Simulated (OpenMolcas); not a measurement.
## A ladder of methods for AlNH3O (SMILES [NH2][Al][OH])

AlNH3O: 6 atoms, total charge 0, spin state doublet. SMILES: `[NH2][Al][OH]`. The coordinates come from a PBE0-D4/def2-TZVP relaxation. This is one conformer, not always the lowest.

```xyz
6

N    -0.9239    0.2402   -0.7608
Al    0.5952    0.6013    0.0707
O     1.1941   -0.6185    1.1012
H    -1.4343   -0.6236   -0.6572
H    -1.3947    0.8616   -1.3968
H     2.0057   -0.5251    1.5968
```

Each level gives the dipole moment (D). The values are calculated.

```json
{"level": "UHF/def2-SVPD", "kind": "Hartree–Fock", "program": "OpenMolcas", "value (D)": "1.03", "CPU time": "9.4 s"}
{"level": "U-revPBE/def2-SVPD", "kind": "GGA", "program": "OpenMolcas", "value (D)": "?", "CPU time": "38 s"}
{"level": "UBLYP/def2-SVPD", "kind": "GGA", "program": "OpenMolcas", "value (D)": "?", "CPU time": "40 s"}
{"level": "UPBE/def2-SVPD", "kind": "GGA", "program": "OpenMolcas", "value (D)": "0.71", "CPU time": "40 s"}
{"level": "UM06-L/def2-SVPD", "kind": "meta-GGA", "program": "OpenMolcas", "value (D)": "0.67", "CPU time": "64 s"}
{"level": "UTPSS/def2-SVPD", "kind": "meta-GGA", "program": "OpenMolcas", "value (D)": "0.65", "CPU time": "55 s"}
{"level": "UB3LYP/def2-SVPD", "kind": "global hybrid", "program": "OpenMolcas", "value (D)": "0.90", "CPU time": "43 s"}
{"level": "UM06-2X/def2-SVPD", "kind": "hybrid meta-GGA", "program": "OpenMolcas", "value (D)": "0.94", "CPU time": "56 s"}
```

Estimate what the levels marked ? give.

As computed at these levels: U-revPBE/def2-SVPD: 0.70 D; UBLYP/def2-SVPD: 0.80 D. The values span 0.65 to 1.03 D. Magnitudes only: a small dipole may point the other way at some levels. CPU times are rough (shared hosts, several kinds of processor): they show what a rung costs within a factor of a few.

The dipole is smallest with the semilocal functionals, larger with the two hybrids and largest in Hartree–Fock. The meta-GGAs fall slightly below the GGAs, so climbing from one semilocal rung to the next does not move the result towards the hybrids. BLYP, at 0.80 D, stands apart from PBE and revPBE, which shows that the form of the semilocal functional matters as well as exact exchange.

A modest total moment does not mean weakly polar bonds. Nitrogen and oxygen both draw density from the electropositive aluminium, but the positive hydrogens and the unpaired electron, expected mainly in an aluminium s–p hybrid pointing away from the ligands, can offset much of that polarity. The remainder is therefore sensitive to small shifts of charge, and exact exchange probably raises it by holding more density on nitrogen and oxygen. Without a correlated wavefunction or experimental reference, the ordering does not establish which functional describes the charge distribution best.
